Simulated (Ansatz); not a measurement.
**From the elastic tensor of W at 22 GPa (stress–strain coefficients) to moduli and sound speeds**

Method: DFT LDA, scalar-relativistic, plane waves, PAW (Ansatz 0.2.0). Cutoff 420 eV, 20×20×20 k-points (Γ-centred), Fermi-Dirac smearing of 0.15 eV. No spin polarisation.

It takes space group Im-3m (No. 229, cubic). Conventional cell: a = 3.075 Å, b = 3.075 Å, c = 3.075 Å, α = 90.00°, β = 90.00°, γ = 90.00°. W (site symmetry m-3m) is surrounded by 8 W at 2.66 Å.

In a metal, frequencies and elastic constants depend on the k mesh and the smearing, soft modes and shear constants most. Spin–orbit coupling is left out, which can shift energies with elements as heavy as these. Other phases may be more stable at this pressure.

Relaxed-ion constants (GPa, on the Cartesian axes of the calculation):
```
689.7 288.7 288.7   0.0   0.0   0.0
288.7 689.7 288.7   0.0   0.0   0.0
288.7 288.7 689.7   0.0   0.0   0.0
  0.0   0.0   0.0 185.2   0.0   0.0
  0.0   0.0   0.0   0.0 185.2   0.0
  0.0   0.0   0.0   0.0   0.0 185.2
```

Density 20.998 g/cm³; 1 atom in 14.54 Å³.

The values that follow are for a polycrystal of randomly turned grains, by Hill's mean where one number stands.

With S = C⁻¹: B_V = (C11+C22+C33+2(C12+C13+C23))/9, G_V = (C11+C22+C33−C12−C13−C23+3(C44+C55+C66))/15, 1/B_R = S11+S22+S33+2(S12+S13+S23), 15/G_R = 4(S11+S22+S33−S12−S13−S23)+3(S44+S55+S66); Hill is their mean. Then v_l = √((B+4G/3)/ρ), v_t = √(G/ρ), v_m = [(2/v_t³+1/v_l³)/3]^(−1/3) and Θ = (ħ/k_B)·v_m·(6π²n/V)^(1/3) for n atoms in the volume V; E = 9BG/(3B+G), ν = (3B−2G)/(2(3B+G)) and A^U = 5G_V/G_R + B_V/B_R − 6.

```
Bulk modulus, Voigt / Reuss / Hill          : 422.3 / 422.3 / 422.3 GPa
Shear modulus, Voigt / Reuss / Hill         : 191.3 / 191.0 / 191.2 GPa
Young's modulus                             : 498 GPa
Poisson ratio                               : 0.303
Pugh ratio B/G                              : 2.21
Universal anisotropy index                  : 0.01
Longitudinal and transverse sound speeds    : 5679 and 3017 m/s
Debye temperature from the mean sound speed : 411 K
```

Cost: 1 run of about 0.58 core-minutes, on Intel Xeon 6975P-C (Granite Rapids) (shared hosts).

Compressed tungsten remains very stiff in both compression and shear, and nearly elastically isotropic, as it is known to be at ambient pressure. The isotropy is not imposed by cubic symmetry: it reflects a close balance between C44 and the tetragonal shear modulus (C11−C12)/2. The strong resistance to shear fits a roughly half-filled d band, in which bonding states are largely occupied and antibonding ones largely empty, favouring the bcc arrangement. C12 exceeds C44 by clearly more than twice the pressure, the difference that purely central forces would give in a stressed cubic crystal, so many-body metallic bonding contributes substantially.

The constants satisfy the elastic stability conditions under load, but this covers only homogeneous strains, not phonons at finite wavevector. Nor does the Pugh ratio of 2.21, nominally on the ductile side, establish ductility: tungsten is commonly brittle at room temperature because screw-dislocation mobility and grain-boundary cohesion govern its fracture, and neither is contained in the elastic tensor.
